**Q.** I have a test sheet for a germanium pseudopotential (PBE, scalar-relativistic), and five rows have lost their labels. Two kept theirs: 4s0 4p4 at 8.2230 eV with 24.44 meV, and 4s2 4p1.5 at −5.1704 eV with 23.06 meV. Can the others be restored from the numbers?

Test configurations of a Ge pseudopotential from ld1.x 7.5 (PBE, scalar-relativistic, separable Troullier-Martins, [Ar] 3d10 core, no core correction), generated in 4s1 4p3 with radii of 1.4 bohr for s and 1.45 bohr for p and d. The local part is the all-electron potential smoothed inside 1.05 bohr. Energies are relative to 4s1 4p3; errors are all-electron minus pseudo. Candidates: 4s1 4p2, 4s2 4p2.3, 4s2 4p1, 4s2 4p2, 4s2 4p0.

```csv
row,excitation energy all-electron (eV),excitation error (meV)
A,-0.52825,21.70
B,-7.9723,23.82
C,14.911,33.46
D,8.1881,-1.02
E,-8.8558,23.81
```

**A.** We can try, once the columns are clear. The excitation energy all-electron is the total energy of the full atom in a configuration minus that of the reference, 4s1 4p3, in which the potential was generated. That reference is itself excited, so negative values are normal. The excitation error is the all-electron value minus the pseudo value, so a positive error means the pseudo-atom puts the configuration too low.

The tool is Janak's theorem: the slope of the energy with respect to an occupation is that orbital's level ε. With Δs and Δp the changes in 4s and 4p occupation from the reference,

E ≈ εs·Δs + εp·Δp + ½Hss·Δs² + Hsp·Δs·Δp + ½Hpp·Δp²,

where each H is the shift of a level per added electron. The same calculation gives εs = −12.687 eV for the full atom and εp = −4.588 eV for the pseudo-atom, a gap of 8.099 eV.

**Q.** That leaves three unknown H. Where do you start without them?

**A.** With a pair in which they cancel. 4s0 4p4 has Δs = −1, Δp = +1, and 4s2 4p2 is its mirror with both signs reversed. The quadratic terms are identical for the two and the linear terms are opposite, so the energies differ by twice the gap:

E(4s2 4p2) ≈ 8.223 − 2 × 8.099 = −7.975 eV.

Row B, at −7.972 eV, is 3 meV away, and nothing was fitted. The closeness is partly luck: the pseudo s level computed in the same way as εp is 9 meV off its all-electron partner, and any such error in the gap is doubled. The next nearest row, E, is 0.88 eV away, so B is sure.

**Q.** Row E lies below B. Is 4s2 4p2 not the lowest state?

**A.** It is the lowest neutral configuration here, but the candidates differ in charge. Seen from 4s2 4p2, three of the remaining four have lost one or two electrons, which costs energy. Only 4s2 4p2.3, with charge −0.3, adds to the 4p shell, and by Janak's theorem that lowers the energy as long as the 4p level stays negative. So E is 4s2 4p2.3.

Row A follows by elimination. 4s1 4p2 is the reference with a bound electron removed, so its energy is positive, which excludes A at −0.528 eV. If A were 4s2 4p0, then 4s2 4p1 would need a value between −5.17 and −0.53 eV, and no such row is left. A is 4s2 4p1.

**Q.** That leaves C at 14.911 and D at 8.1881 eV for a +2 and a +1 ion. Is it simply that the higher charge costs more?

**A.** That is not automatic, because 4s2 4p0 starts about 8 eV lower by having its 4s shell filled, and the linear terms alone give 1.08 eV for it against 4.59 eV for 4s1 4p2, the reverse order. The curvature decides.

Think of charging an isolated metal sphere of capacitance C₀. Taking charge q costs a linear term plus q²/2C₀, so every further portion is dearer than the one before. The atom does the same, since each electron removed leaves the others less screened. Along the 4s2 rows placed so far, the cost per 4p electron runs 2.95, 5.60 and 9.28 eV. If D were 4s2 4p0, the last step would be 8.188 + 0.528 = 8.72 eV per electron, below the 9.28 before it. With C it is 15.44 eV and the rise continues. So C is 4s2 4p0 and D is 4s1 4p2.

The sphere has limits. It has a fixed size, while the atom contracts as it is ionised, so the effective capacitance falls. It holds one kind of charge, while 4s and 4p screen differently: taking a 4p electron from 4s1 4p3 costs 8.188 eV, 0.744 eV more than from 4s2 4p2, as expected if the more compact 4s electron is the better screen. And the smooth curve at fractional occupation is a property of a functional like PBE, tied to its self-interaction error; exact theory gives straight segments between whole electron numbers. The test with the half-electron step is valid for this sheet, not for nature.

**Q.** You have not used the error column. Does it agree?

**A.** It confirms D, gives C weak support and cannot order the rest. The potential is built to reproduce εs and εp at the reference, so the linear terms drop out of the error. That is construction and tests nothing. To second order, what remains is the mismatch in H, quadratic in the occupation change and hence the same in sign whether a shell is filled or emptied. The mirror pair shows this: 24.44 meV for emptying 4s and 23.82 meV for filling it, an even part of 24.13 and an odd part of 0.31 meV. The 9 meV offset of the separately solved pseudo s level therefore does not show up in these errors. The labelled rows both change 4s and both exceed 20 meV, as do four of the five blind rows. D alone is near zero, at −1.02 meV, and 4s1 4p2 is the only candidate that leaves 4s alone.

B and E, at 23.82 and 23.81 meV, differ by about the rounding of the column and cannot be told apart by it. As a systematic check, the three H were fitted to all seven rows for each of the 120 possible assignments. On energies the assignment above comes first, with rms residual 0.098 eV against 0.446 eV for the runner-up, which swaps B and E. On errors alone it ranks sixth; the three best keep C and D in place and shuffle A, B and E. All five assignments are therefore sure on energy. On error alone only D is sure and A, B and E are ambiguous; C is merely favoured, because the row farthest from the reference can best absorb an outlier in such a fit. One further near-tie is accidental: D lies 0.035 eV from 4s0 4p4, and had both been unlabelled, the error column would have separated them at once.

The rows with their labels:

```csv
test configuration,test spin polarised,excitation energy all-electron (eV),excitation error (meV)
4s2 4p2,no,-7.9723,23.82
4s2 4p1,no,-0.52825,21.70
4s2 4p0,no,14.911,33.46
4s0 4p4,no,8.2230,24.44
4s1 4p2,no,8.1881,-1.02
4s2 4p1.5,no,-5.1704,23.06
4s2 4p2.3,no,-8.8558,23.81
```

**Q.** All five are right. How good is the quadratic model as a model?

**A.** It is good enough to sort rows and far from exact; the printed analysis below gives each residual. For energies the worst miss is 0.17 eV, at 4s1 4p2, far above the rounding of 0.0005 eV, which is what a constant H gives for an atom that contracts. For errors, a fit to the six rows with charge up to +1 has rms 0.26 meV. It is dominated by the s-s term, 47.6 meV, half of which is the offset near 24 meV. The s-p and p-p terms are small and change sign when the seventh row is included, so I give them no meaning.

That seventh row is the real failure. The six-row fit, which leaves out the +2 ion as the one farthest from the reference, predicts 17.4 meV for 4s2 4p0, and the table has 33.46. The error falls from 23.82 through 23.06 to 21.70 meV as 4p is drained and then turns up sharply. My guess is that 4s in the +2 ion contracts into the region where the pseudo wave differs from the true one, but an artefact of that one solution is not excluded.

For nearby cases the expansion suggests that the error goes with Δs², though no row with a fractional 4s occupation tests this. A half transfer such as 4s1.5 4p2.5 should give about a quarter of 24, or 6 meV. Differences at fixed 4s occupation lose the offset: the first ionisation is off by 21.70 − 23.82 = −2.12 meV on 7.444 eV, whereas the second inherits the irregular row, 33.46 − 21.70 = 11.76 meV on 15.439 eV.

**Q.** Is the offset just the frozen core?

**A.** The sign argues against that as the whole cause. Freezing the core is a constraint, so by the variational principle it raises the energy of every configuration other than the reference, and all-electron minus frozen would be negative. The errors for changed 4s are positive, so something else outweighs it. One candidate is the nodeless pseudo 4s: on a coarse grid about 0.03 electron is moved out of the innermost 0.6 bohr, which should lower the self-repulsion and has the right sign. But 4p has about half as much moved and shows almost no error, so this picture is incomplete. Another is that 3d10 sits in the core with no core correction, so exchange-correlation between 3d and the overlapping 4s is linearised. Which one dominates, and whether the defect of the s channel described below adds to it, is untested.

**Q.** I recall ionisation energies of roughly 7.9 and 16 eV. Is 7.444 the fault of the potential? And are errors of 30 meV a pass?

**A.** The 7.444 eV is the all-electron number, and the potential shifts it by 2 meV. Every row is spin-unpolarised and spherical, without spin-orbit coupling, so 4s2 4p2 here is not the triplet ground state. Two parallel p spins gain more exchange energy than the single p electron of the ion, which would raise the first ionisation energy; this comes before any blame on PBE. How the potential handles spin is not probed by these rows.

Nor is it a pass. The separable form has produced a spurious bound d state at −65.31 eV, or −4.80 Ry, a known failure of such forms. No row occupies d, so none sees it, but in a plane-wave calculation with a large enough basis electrons would fall into it. A small basis hides it: the lowest d level is still unbound at 100 Ry and reaches −1.09 Ry at 140 and −4.32 Ry at 200, while the s and p levels look converged to 10 mRy at 50 Ry and to 1 mRy at 90. The s channel has a second defect. Its scattering phase error goes from −0.165 rad at −0.12 Ry to −2.51 rad at 0.36 Ry and then approaches −π, the mark of an extra s resonance just above zero energy, where empty states of a solid may lie. Occupied 4s and 4p levels do not probe it directly.

The analysis program printed:

```
rounding of table: energy up to 0.0005 eV, error 0.005 meV
levels: 4s -12.687 eV (pseudo -12.696, diff 9 meV), 4p -4.588, gap 8.099 eV
mirror of 4s0 4p4 predicts 4s2 4p2 at -7.975 eV; table -7.972; miss 3 meV
s-p transfer energy: odd part 8.098 eV, even part 0.125 eV
4s2 4p2.3 to 4s2 4p2: 0.884 eV, 2.95 eV per electron
4s2 4p2 to 4s2 4p1.5: 2.802 eV, 5.60 eV per electron
4s2 4p1.5 to 4s2 4p1: 4.642 eV, 9.28 eV per electron
4s2 4p1 to 4s2 4p0: 15.439 eV, 15.44 eV per electron
if 8.188 eV were 4s2 4p0, last step would be 8.72 eV per electron
ionisation 1: 7.444 eV, error -2.12 meV; 2: 15.439 eV, error 11.76 meV
4p removal from 4s1 4p3: 8.188 eV, 0.744 eV above ionisation 1
close pairs: energy 4s0 4p4 - 4s1 4p2 0.035 eV; error 4s2 4p2 - 4s2 4p2.3 0.01 meV
s-p transfer error: even part 24.13 meV, odd part 0.31 meV
energy fit: Hss 9.11, Hsp 8.25, Hpp 7.55 eV, rms 0.098 eV
error fit, all rows: ss 53.3, sp 6.0, pp 5.1 meV, rms 2.00 meV
error fit, without +2 ion: ss 47.6, sp -1.2, pp -2.3 meV, rms 0.26 meV
row | charge | linear Janak eV | energy resid eV | error resid meV: all rows, without +2
4s2 4p2   | +0.0 |  -8.099 | +0.054 | +0.59, -0.09
4s2 4p1   | +1.0 |  -3.512 | -0.156 | -3.23, -0.06
4s2 4p0   | +2.0 |   1.076 | +0.084 | +1.72, +16.10
4s0 4p4   | +0.0 |   8.099 | +0.051 | +1.21, +0.53
4s1 4p2   | +1.0 |   4.588 | -0.173 | -3.58, +0.11
4s2 4p1.5 | +0.5 |  -5.805 | -0.028 | -0.38, -0.06
4s2 4p2.3 | -0.3 |  -9.475 | -0.005 | +0.09, -0.31
worst: energy 4s1 4p2; error 4s1 4p2; +2 ion predicted 17.4 meV, table 33.46
assignments list values in the order: 4s2 4p2, 4s2 4p1, 4s2 4p0, 4s1 4p2, 4s2 4p2.3
energy alone: true assignment ranks 1 of 120
  rms 0.098 eV: -7.97 -0.53 14.91 8.19 -8.86
  rms 0.446 eV: -8.86 -0.53 14.91 8.19 -7.97
  rms 2.018 eV: -7.97 -8.86 8.19 14.91 -0.53
error alone: true assignment ranks 6 of 120
  rms 1.597 meV: 23.81 23.82 33.46 -1.02 21.70
  rms 1.600 meV: 23.82 23.81 33.46 -1.02 21.70
  rms 1.639 meV: 21.70 23.82 33.46 -1.02 23.81
4s rough norm inside about 0.6 bohr: all-electron 0.038, pseudo 0.009, moved out 0.028
4p rough norm inside about 0.6 bohr: all-electron 0.021, pseudo 0.006, moved out 0.015
```
